**Size against binding in the Kohn-Sham levels of Re⁺**

The table holds eigenvalues, ⟨r⟩ and ⟨1/r⟩ for the 22 occupied levels of Re⁺ from a spherical, spin-unpolarised all-electron Dirac Kohn-Sham calculation with BLYP and a point nucleus (Quantum ESPRESSO ld1.x). The program fits ln|ε| as a quadratic in ln⟨r⟩ with an l(l+1) term to the s, p and d rows, and solves the radial Dirac equation in a smooth two-parameter screened potential fitted to the s and p eigenvalues. The 4f levels fall at about half of the curve and 6s at 1.36 times it, while the fitted rows scatter by about 10%. A lower bound on the centrifugal energy, taken from ⟨1/r⟩, exceeds the 4f binding by a factor of 15. The smooth potential places its own 4f points at about 0.65 of the curve; it makes the 4f radii too large and gives a 4f5/2–5p3/2 gap of 7.15 eV against 0.55 eV in the table.

All-electron Kohn-Sham levels of Re+ (Z = 75), [Xe] (4f5/2)6 (4f7/2)8 (5d3/2)4 (5d5/2)1 (6s1/2)1, from Quantum ESPRESSO ld1.x 7.5 with the BLYP functional and the Dirac equation. The density is spherical and not spin-polarised, and the nucleus is a point. Bound levels have negative eigenvalues, and partly occupied levels also count as filled.

## Analysis program

```python
# Table: Kohn-Sham eigenvalues, <r>, <1/r> of Re+ (QE ld1.x, BLYP, Dirac, spherical, no spin polarisation).
# Tested: (A) smooth size-binding curve with an l(l+1) term; (B) Dirac levels in a smooth 2-parameter potential.
T = {
    'level': ['1s1/2', '2s1/2', '2p1/2', '2p3/2', '3s1/2', '3p1/2', '3p3/2', '3d3/2', '3d5/2', '4s1/2', '4p1/2', '4p3/2', '4d3/2', '4d5/2', '5s1/2', '5p1/2', '5p3/2', '4f5/2', '4f7/2', '5d3/2', '6s1/2', '5d5/2'],
    'level_filled': ['yes', 'yes', 'yes', 'yes', 'yes', 'yes', 'yes', 'yes', 'yes', 'yes', 'yes', 'yes', 'yes', 'yes', 'yes', 'yes', 'yes', 'yes', 'yes', 'yes', 'yes', 'yes'],
    'eigenvalue': [-71578, -12407, -11871, -10431, -2877.5, -2638.6, -2325.8, -1925.0, -1857.1, -605.88, -506.26, -433.25, -269.83, -256.35, -92.288, -62.208, -51.232, -50.68, -48.169, -13.144, -12.581, -12.231],  # eV
    'mean_radius': [0.01803, 0.07557, 0.06246, 0.07053, 0.1969, 0.187, 0.2019, 0.1765, 0.1811, 0.4404, 0.445, 0.4785, 0.4935, 0.5048, 1.037, 1.138, 1.241, 0.5764, 0.5853, 1.83, 2.884, 1.902],  # bohr
    'mean_inverse_radius': [88.82, 21.65, 21.61, 18.04, 7.946, 7.859, 6.936, 6.831, 6.615, 3.344, 3.233, 2.911, 2.699, 2.622, 1.306, 1.176, 1.061, 2.179, 2.148, 0.7185, 0.4397, 0.6902],  # 1/bohr
}
import numpy as np
from scipy.constants import alpha, physical_constants as pc
from scipy.linalg import eigh_tridiagonal as eig
from scipy.optimize import least_squares
Ha = pc['Hartree energy in eV'][0]; c = 1/alpha; Z = 75
L = T['level']; ix = {s: i for i, s in enumerate(L)}
e, r, u = (np.array(T[k], float) for k in ('eigenvalue', 'mean_radius', 'mean_inverse_radius'))
n = np.array([int(s[0]) for s in L]); l = np.array(['spdf'.index(s[1]) for s in L])
kap = np.array([-(b+1) if int(s[2]) == 2*b+1 else b for s, b in zip(L, l)])
print('rounding floor: <r> %.3f%%, eigenvalue %.4f%% at most' % (100*max(.5*10**(np.floor(np.log10(r))-3)/r), 100*max(.5*10**(np.floor(np.log10(-e))-4)/-e)))
x = np.log(r); y = np.log(-e); X = np.c_[x**0, x, x**2, -l*(l+1)]; m = l < 3; f = ~m
p = np.linalg.lstsq(X[m], y[m], rcond=None)[0]; rA = y-X@p; r0 = y-X[:, :3]@p[:3]
pa = np.linalg.lstsq(X, y, rcond=None)[0]; ra = y-X@pa
print('A (fit s,p,d): ln|e/eV| = %.3f %+.3f x %+.4f x^2 - %.4f l(l+1), x=ln(<r>/bohr)' % tuple(p))
print('A rms ln: %.3f; all-row refit: b %.4f, rms %.3f, 4f tab/fit %.2f %.2f' % (np.std(rA[m]), pa[3], np.std(ra), *np.exp(ra[f])))
h = 0.006; g = 1e-5*np.exp(.5*h*np.arange(5070)); odd = np.arange(len(g)) % 2
def lev(V, k, top, vec=False):   # radial Dirac equation on a staggered log grid (P even, Q odd points)
    off = c*((2*odd[:-1]-1)/h+k/2)/np.sqrt(g[:-1]*g[1:])
    return eig(V-2*c*c*odd, off, eigvals_only=not vec, select='v', select_range=(-c*c, top), tol=1e-9)
def model(q, mask, vec=False):
    V = -(1+(Z-1)/(q[0]*np.expm1(g/q[1])+1))/g; E = np.zeros(len(L)); R = np.zeros(len(L))
    for k in set(kap[mask]):
        o = lev(V, k, 0.02, vec); w = o[0] if vec else o
        for i in np.where(kap == k)[0]:
            E[i] = w[n[i]-l[i]-1]*Ha
            if vec: R[i] = o[1][:, n[i]-l[i]-1]**2 @ g
    return E, R
gam = np.sqrt(1-(Z*alpha)**2); ex = lambda N: c*c*((1+(Z*alpha/(N-1+gam))**2)**-.5-1)
print('solver check, bare Z=75, rel. error: 1s %.1e, 2p1/2 %.1e' % (lev(-Z/g, -1, -500)[0]/ex(1)-1, lev(-Z/g, 1, -500)[0]/ex(2)-1))
sp = l < 2
fit = least_squares(lambda q: np.log(np.maximum(-model(q, sp)[0][sp], 1e-3))-y[sp], [4.5, .75],
                    bounds=([1, .2], [20, 3]), diff_step=1e-3, xtol=1e-5, max_nfev=20)
E, R = model(fit.x, l >= 0, True); rB = y-np.log(np.maximum(-E, 1e-3)); rR = np.log(r/R)
print('B (fit s,p energies): H %.3f, d %.3f bohr' % tuple(fit.x))
rms = lambda a: np.sqrt(np.mean(a**2))
print('B rms ln e: s,p %.3f d %.3f f %.3f; rms ln <r>: all %.3f' % (rms(rB[sp]), rms(rB[l == 2]), rms(rB[f]), rms(rR)))
cb = l*(l+1)/2*u**2*Ha
print('level n^2<1/r> | tab/A(l=0) tab/A | e_B[eV] e tab/B, r tab/B | centrif.bound[eV], /|e|')
for i, s in enumerate(L):
    print('%s %5.1f | %.2f %.2f | %9.2f %.3f %.3f | %7.1f %5.2f' % (s, n[i]**2*u[i], np.exp(r0[i]), np.exp(rA[i]), E[i], np.exp(rB[i]), np.exp(rR[i]), cb[i], cb[i]/-e[i]))
for nm, a in (('A', rA), ('B', rB)):
    print('worst', nm, 'tab/model:', ', '.join('%s %.2f' % (L[i], np.exp(a[i])) for i in np.argsort(-abs(a))[:4]))
xB = np.log(R[f]); cA = np.exp(p[0]+p[1]*xB+p[2]*xB**2-12*p[3])
print('B own 4f points / curve A: %.2f %.2f' % tuple(-E[f]/cA))
prs = [(i, j) for i in range(len(L)) for j in range(len(L)) if n[i] == n[j] and l[i] == l[j] and kap[i] > 0 > kap[j]]
so = ['%s %.2f (B %.2f) %.1f%%' % (L[i][:2], e[j]-e[i], E[j]-E[i], 100*(e[j]-e[i])/-e[j]) for i, j in prs]
print('spin-orbit splitting eV: table (model B), % of upper |e|')
for k in range(0, len(so), 2): print('  '+'; '.join(so[k:k+2]))
for a, b in (('3d5/2', '3s1/2'), ('4f7/2', '4s1/2'), ('5d5/2', '5s1/2')):
    i, j = ix[a], ix[b]
    print('<r> %s/%s: table %.3f, B %.3f, hydrogenic %.3f; e ratio %.3f' % (a, b, r[i]/r[j], R[i]/R[j], 1-l[i]*(l[i]+1)/(3*n[i]**2), e[i]/e[j]))
d = lambda a, b, v: v[ix[a]]-v[ix[b]]
print('4f5/2-5p3/2: %.2f eV (B %.2f), <r> ratio %.3f; 5d5/2-6s %.2f, 6s-5d3/2 %.2f eV' % (d('4f5/2', '5p3/2', e), d('4f5/2', '5p3/2', E), r[ix['4f5/2']]/r[ix['5p3/2']], d('5d5/2', '6s1/2', e), d('6s1/2', '5d3/2', e)))
print('1s <1/r>: table %.2f, Z %d, Dirac Z/gamma %.2f (tab %.1f%% below), 1/bohr' % (u[0], Z, Z/gam, 100*(1-u[0]*gam/Z)))
assert all(e[i] < e[j] and r[i] < r[j] for i, j in prs)
assert r[ix['3d5/2']] < r[ix['3s1/2']] and r[ix['4f5/2']] > r[ix['4s1/2']]
assert max(rA[f]) < min(rA[m])
assert e[ix['5d3/2']] < e[ix['6s1/2']] < e[ix['5d5/2']] and Z < u[0] < Z/gam
```

Running it gives:

```
rounding floor: <r> 0.048%, eigenvalue 0.0048% at most
A (fit s,p,d): ln|e/eV| = 4.741 -2.214 x -0.1522 x^2 - 0.1103 l(l+1), x=ln(<r>/bohr)
A rms ln: 0.102; all-row refit: b 0.1540, rms 0.157, 4f tab/fit 0.79 0.77
solver check, bare Z=75, rel. error: 1s -1.6e-05, 2p1/2 -7.2e-06
B (fit s,p energies): H 5.846, d 0.910 bohr
B rms ln e: s,p 0.076 d 0.110 f 0.010; rms ln <r>: all 0.059
level n^2<1/r> | tab/A(l=0) tab/A | e_B[eV] e tab/B, r tab/B | centrif.bound[eV], /|e|
1s1/2  88.8 | 1.00 1.00 | -71587.68 1.000 1.002 |     0.0  0.00
2s1/2  86.6 | 0.98 0.98 | -12070.71 1.028 1.000 |     0.0  0.00
2p1/2  86.4 | 0.72 0.90 | -11555.55 1.027 1.003 | 12707.5  1.07
2p3/2  72.2 | 0.75 0.93 | -10095.11 1.033 1.001 |  8855.7  0.85
3s1/2  71.5 | 1.03 1.03 |  -2685.33 1.072 0.979 |     0.0  0.00
3p1/2  70.7 | 0.86 1.08 |  -2437.60 1.082 0.977 |  1680.7  0.64
3p3/2  62.4 | 0.87 1.08 |  -2140.84 1.086 0.973 |  1309.1  0.56
3d3/2  61.5 | 0.57 1.11 |  -1691.46 1.138 0.959 |  3809.3  1.98
3d5/2  59.5 | 0.58 1.12 |  -1629.94 1.139 0.958 |  3572.2  1.92
4s1/2  53.5 | 0.95 0.95 |   -585.64 1.035 0.961 |     0.0  0.00
4p1/2  51.7 | 0.81 1.01 |   -486.91 1.040 0.955 |   284.4  0.56
4p3/2  46.6 | 0.80 1.00 |   -421.32 1.028 0.956 |   230.6  0.53
4d3/2  43.2 | 0.53 1.03 |   -256.26 1.053 0.932 |   594.7  2.20
4d5/2  42.0 | 0.53 1.03 |   -244.93 1.047 0.934 |   561.2  2.19
5s1/2  32.6 | 0.87 0.87 |   -100.83 0.915 1.009 |     0.0  0.00
5p1/2  29.4 | 0.72 0.90 |    -69.59 0.894 1.018 |    37.6  0.60
5p3/2  26.5 | 0.73 0.91 |    -57.41 0.892 1.026 |    30.6  0.60
4f5/2  34.9 | 0.14 0.51 |    -50.26 1.008 0.883 |   775.2 15.30
4f7/2  34.4 | 0.13 0.50 |    -48.73 0.988 0.887 |   753.3 15.64
5d3/2  18.0 | 0.46 0.90 |    -15.10 0.871 1.112 |    42.1  3.21
6s1/2  15.8 | 1.36 1.36 |    -10.77 1.168 1.047 |     0.0  0.00
5d5/2  17.3 | 0.47 0.91 |    -13.85 0.883 1.120 |    38.9  3.18
worst A tab/model: 4f7/2 0.50, 4f5/2 0.51, 6s1/2 1.36, 5s1/2 0.87
worst B tab/model: 6s1/2 1.17, 5d3/2 0.87, 3d5/2 1.14, 3d3/2 1.14
B own 4f points / curve A: 0.66 0.65
spin-orbit splitting eV: table (model B), % of upper |e|
  2p 1440.00 (B 1460.43) 13.8%; 3p 312.80 (B 296.76) 13.4%
  3d 67.90 (B 61.52) 3.7%; 4p 73.01 (B 65.59) 16.9%
  4d 13.48 (B 11.32) 5.3%; 5p 10.98 (B 12.18) 21.4%
  4f 2.51 (B 1.53) 5.2%; 5d 0.91 (B 1.24) 7.5%
<r> 3d5/2/3s1/2: table 0.920, B 0.940, hydrogenic 0.778; e ratio 0.645
<r> 4f7/2/4s1/2: table 1.329, B 1.439, hydrogenic 0.750; e ratio 0.080
<r> 5d5/2/5s1/2: table 1.834, B 1.652, hydrogenic 0.920; e ratio 0.133
4f5/2-5p3/2: 0.55 eV (B 7.15), <r> ratio 0.464; 5d5/2-6s 0.35, 6s-5d3/2 0.56 eV
1s <1/r>: table 88.82, Z 75, Dirac Z/gamma 89.61 (tab 0.9% below), 1/bohr
```
